Why does the ²P° term of O⁺ lie 1.509 times as high above the ground term as ²D°, when the Slater picture of a 2p³ shell demands 5/3, and which kind of electron correlation closes the difference? Three explanations offer themselves. Correlation may screen the 2p–2p repulsion and shrink all splittings by one factor. The 2s shell may mix a second configuration into one term only. Or the smallest error in the table may mark the best method, so that CASPT2 spoils a good CASSCF result.

Energy levels of O⁺ from OpenMolcas 26.06: state-averaged CASSCF and SS-CASPT2 (IPEA shift 0.25 Ha, imaginary shift 0.1 Ha), X2C, ANO-R1 (3s2p1d), finite nucleus, spin-orbit state interaction with atomic mean-field integrals. Active shells stand in brackets. Levels are paired with NIST's by configuration, term and J, and counted from the measured ground level.

```tsv
level	measured (cm⁻¹)	CASSCF (2p) less measured (cm⁻¹)	CASSCF (2s 2p) less measured (cm⁻¹)	SS-CASPT2 (2p) less measured (cm⁻¹)	SS-CASPT2 (2s 2p) less measured (cm⁻¹)
2s2.2p3 4So 3/2	0	0	0	0	0
2s2.2p3 2Do 5/2	26811	3780	3770	2030	1980
2s2.2p3 2Do 3/2	26831	3760	3750	2010	1960
2s2.2p3 2Po 3/2	40468	10230	900	4700	1860
2s2.2p3 2Po 1/2	40470	10230	900	4700	1860
```

A label such as 2Do 5/2 means the odd-parity term ²D° with J = 5/2. The four right-hand columns are computed less measured energies in cm⁻¹, rounded to tens. Term values below are means over J with weights 2J+1. The analysis is printed after the text.

### The ground level

The zeros of ⁴S° 3/2 are set by the way of counting. Whatever a method gets wrong in the quartet is passed on to both doublets alike. All five levels are nearly pure LS states in the runs, so each column holds two independent errors, one for ²D° and one for ²P°.

### The ²D° rows and the screening picture

With common orbitals, ²D° lies 9F₂ and ²P° lies 15F₂ above ⁴S°, where F₂ is the Slater quadrupole repulsion integral of 2p divided by 25. CASSCF (2p) is this model in numerical form, so its ratio of 1.657 tests nothing. The small departure from 5/3 arises because the quartet has its own orbitals and gains 431 cm⁻¹ by them.

²D° 5/2 comes out 3780 cm⁻¹ too high, about 14% of the measured energy. The sign has a simple reason: the three parallel spins of the quartet already avoid each other through exchange, whereas the doublets contain opposite-spin pairs whose short-range avoidance a single configuration cannot describe. Opening the 2s shell changes this row by 10 cm⁻¹ only. CASPT2 roughly halves the error, to 2030 and 1980. It does not keep a term's components degenerate, so each of its term energies is a mean over them; the 50 between the two errors lies inside the spread of 63 cm⁻¹ among the components in the (2p) run and means nothing.

Read alone, these rows fit screening: a factor of 0.877 brings ²D° onto measurement. But ²P° needs 0.798. One factor fitted by least squares to both terms, 0.819, leaves ²D° 1760 too low and ²P° about 1060 too high. Screening predicts errors in the ratio 1.66; CASSCF (2p) has 2.71. Uniform screening cannot be the whole account.

### The ²P° rows: what the 2s shell does

For ²P° 3/2 the error falls from 10230 to 900 when 2s becomes active. The only odd configuration that this adds is 2p⁵, reached by moving the 2s pair into 2p, and 2p⁵ has a single term, ²P°. Symmetry therefore forbids mixing with ⁴S° and ²D°, and the columns agree: ²P° drops by 9330, ²D° by 10. The warning that a closed s shell leaves the highest p term too high bites here, in the (2p) columns.

The size follows without a fitted parameter. Let K be the exchange integral between 2s and one real 2p orbital, a third of the Slater integral G¹(2s,2p); it is also the amplitude for moving the 2s pair into an empty p orbital. The ²P° component is x(y² + z²)/√2, with x singly occupied. Each part has one empty orbital, both lead to xy²z², and the amplitudes add to V = √2 K. In the ²D° partner x(y² − z²)/√2 they cancel, and ⁴S° has no empty orbital. For two mixing states with unmixed lower energy H and mixed energies E₋ and E₊, the product (H − E₋)(E₊ − H) equals V², so the drop is V²/(E₊ − H).

K can be read from the even doublets of 2s2p⁴ in the same CASSCF (2s 2p) run, which took no part in the drop. There ²S − ²D = 9F₂ and ²P − ²D = 2K − 6F₂. The computed terms are ²D 179518, ²S 209215 and ²P 233677 cm⁻¹. Hence F₂ = (209215 − 179518)/9 = 3300, K = (233677 − 179518 + 6 × 3300)/2 ≈ 36980 and V ≈ 52300. The next state of the run, at 352094, must by counting be the 2p⁵ term, and H is 50695, so the drop is 52300²/301399 ≈ 9070 cm⁻¹. This is 2.7% below the 9330 of the table, a modest miss given that the even states have orbitals of their own. The implied 2p⁵ weight of 0.030 gives a 2s occupation of 1.94, as in the run; for two states with fixed orbitals that is an identity, so the agreement only suggests that opening 2s hardly changes the orbitals.

### Is 900 accurate?

The tempting reading takes 900, or 2.2% of the measured energy, as success, and the rise to 1860 under CASPT2 as damage. The gap between the doublets, which does not involve the quartet, refutes it. Against a measured 13650, CASSCF (2s 2p) makes the gap about 2860 too small, while SS-CASPT2 (2s 2p) is within about 110, though how much of that closeness would survive a larger basis is untested. The 900 is a cancellation: the uncorrected doublet–quartet error pushes ²P° up while the mixing pulls it down too far for the gap. The ratio asked about at the start tells the same story: mixing with 2p⁵ takes it from 1.657 to 1.353, past the measured 1.509, and the correlation added by CASPT2 brings it back to 1.470.

Screening and mixing could both act, so their sum deserves a test. With the factor set on ²D°, the prediction for ²P° is 44447 − 9330 = 35117, which is 5351 below measurement. Scaling K by the same factor would reduce this miss but not remove it. The sum fails because the remaining correlation is not a scaling of F₂. In the (2s 2p) space CASPT2 moves ²D° by −1790 and ²P° by +960 relative to the quartet, where scaling would give about −2980. A plausible but untested reason is that ⁴S° and ²D°, barred from 2p⁵, correlate their 2s pair through outer orbitals and so gain at the CASPT2 step part of what ²P° had already gained.

With 2s closed, CASPT2 must supply the mixing perturbatively. The effect of opening 2s shrinks from 9330 to 2840, a recovery of about 70% if the other correlation of ²P° is equal in both spaces. The similar ²D° shifts cannot test that assumption, because symmetry leaves the ²D° function almost the same in both spaces.

In the last column both doublets remain too high by nearly the same amount. A common shift of about 1920 leaves ±56, comparable with the component spreads of the (2p) run (the detailed output of this column's own run was not available, so its spread is unchecked), whereas an excess in F₂ leaves +629 and −378. This pattern holds for that column alone; in the other three neither pattern fits. Unrecovered opposite-spin correlation in the doublets is a guess at the cause. The basis has 14 functions (3s2p1d, no f and no diffuse functions) and is a likely contributor, so the residue cannot be charged to CASPT2 or its IPEA shift without a larger basis.

### The J splittings

Spin–orbit coupling shifts these levels by only a few cm⁻¹ and so plays no part in the term errors. The runs treat it as a one-electron mean-field operator, whose first-order splitting vanishes in a half-filled shell. In second order ²P° 3/2 pushes ²D° 3/2 down, while 5/2 has no partner; the computed offsets, −2.0, −2.4 and −3.6 cm⁻¹, grow as the computed doublet gap narrows. Measurement has 3/2 higher by 20, the opposite order. An untested candidate is the Breit spin–other-orbit coupling among the three 2p electrons: in its full two-electron form it can split a doublet of a half-filled shell in first order, which the mean-field operator cannot reproduce. Spin–spin coupling is no such candidate, because it is of rank 2 in spin and vanishes in first order within any doublet term.

### Neighbouring shells

The orbital count carries over. In 2s²2p⁴ the partner 2p⁶ has only ¹S, so opening 2s should lower ¹S alone, with V = √3 K. In 2s²2p² all three terms recur in 2p⁴: ³P and ¹D couple with K and ¹S with 2K, so the ground term also drops and part of the effect cancels in the splittings. Along the nitrogen-like ions both K and the 2s–2p gap grow roughly linearly with nuclear charge until relativity intervenes, so the mixing drop grows likewise while dynamic correlation changes slowly. The cancellation behind 900 has no reason to survive that change.

Numerical output:

```
Energies in cm-1, (2J+1)-weighted terms; errors rounded to +-5, differences to +-10
measured: 2D 26819, 2P 40469, gap 2P-2D 13650, ratio 2P/2D 1.509; Slater 1.667
measured 2P less 5/3 of measured 2D: -4230
CASSCF (2p): error 2D 3772 (14.1%), 2P 10230 (25.3%), gap +6458, ratio 1.657
CASSCF (2s 2p): error 2D 3762 (14.0%), 2P 900 (2.2%), gap -2862, ratio 1.353
CASPT2 (2p): error 2D 2022 (7.5%), 2P 4700 (11.6%), gap +2678, ratio 1.566
CASPT2 (2s 2p): error 2D 1972 (7.4%), 2P 1860 (4.6%), gap -112, ratio 1.470
One scale factor on CASSCF (2p)
 factor needed: 2D 0.877, 2P 0.798; error ratio 2P/2D 2.71 (model 1.66)
 best single factor 0.819: residual 2D -1760, 2P +1062
 F2 from CASSCF (2p) doublet gap 3351; 2D less 9 F2 (own quartet orbitals) 431
Adding 2s to the active space
 CASSCF shift: 2D -10, 2P -9330; unrounded -6.5, -9333
 CASPT2 shift: 2D -50, 2P -2840; component spreads 63, 67 (2p run)
 from 2s 2p4 doublets: F2 3300, K 36978, coupling sqrt(2) K 52295
 upper state less unmixed 2P 301399; predicted drop 9074, table 9330, -2.7%
 coupling implied by the drop 53037; 2p5 weight 0.0300; 2s occupation 1.940 (run 1.94)
Scale factor (set on 2D) plus the mixing drop
 2P = 44447 - 9330 = 35117, less measured -5351
CASPT2 less CASSCF, relative to 4S
 (2p): 2D -1750, 2P -5530, gap -3780; 5/3 of the 2D shift -2917
 (2s 2p): 2D -1790, 2P +960, gap +2750; 5/3 of the 2D shift -2983
 2s effect on 2P: 9330 before, 2840 after CASPT2; share recovered 70%
Pattern of the errors: one-parameter fits, residuals 2D and 2P
 CASSCF (2p): common shift 7001 (-3229, +3229); F2 excess 612 (-1740, +1044)
 CASSCF (2s 2p): common shift 2331 (+1431, -1431); F2 excess 155 (+2369, -1421)
 CASPT2 (2p): common shift 3361 (-1339, +1339); F2 excess 290 (-587, +352)
 CASPT2 (2s 2p): common shift 1916 (+56, -56); F2 excess 149 (+629, -378)
measured J splittings: 2D 3/2-5/2 +20, 2P 1/2-3/2 +2
 CASSCF (2p): 2D 3/2-5/2 -2.0, 2P 1/2-3/2 -2.6
 CASSCF (2s 2p): 2D 3/2-5/2 -3.6, 2P 1/2-3/2 +3.7
 CASPT2 (2p): 2D 3/2-5/2 -2.4, 2P 1/2-3/2 -3.1
```
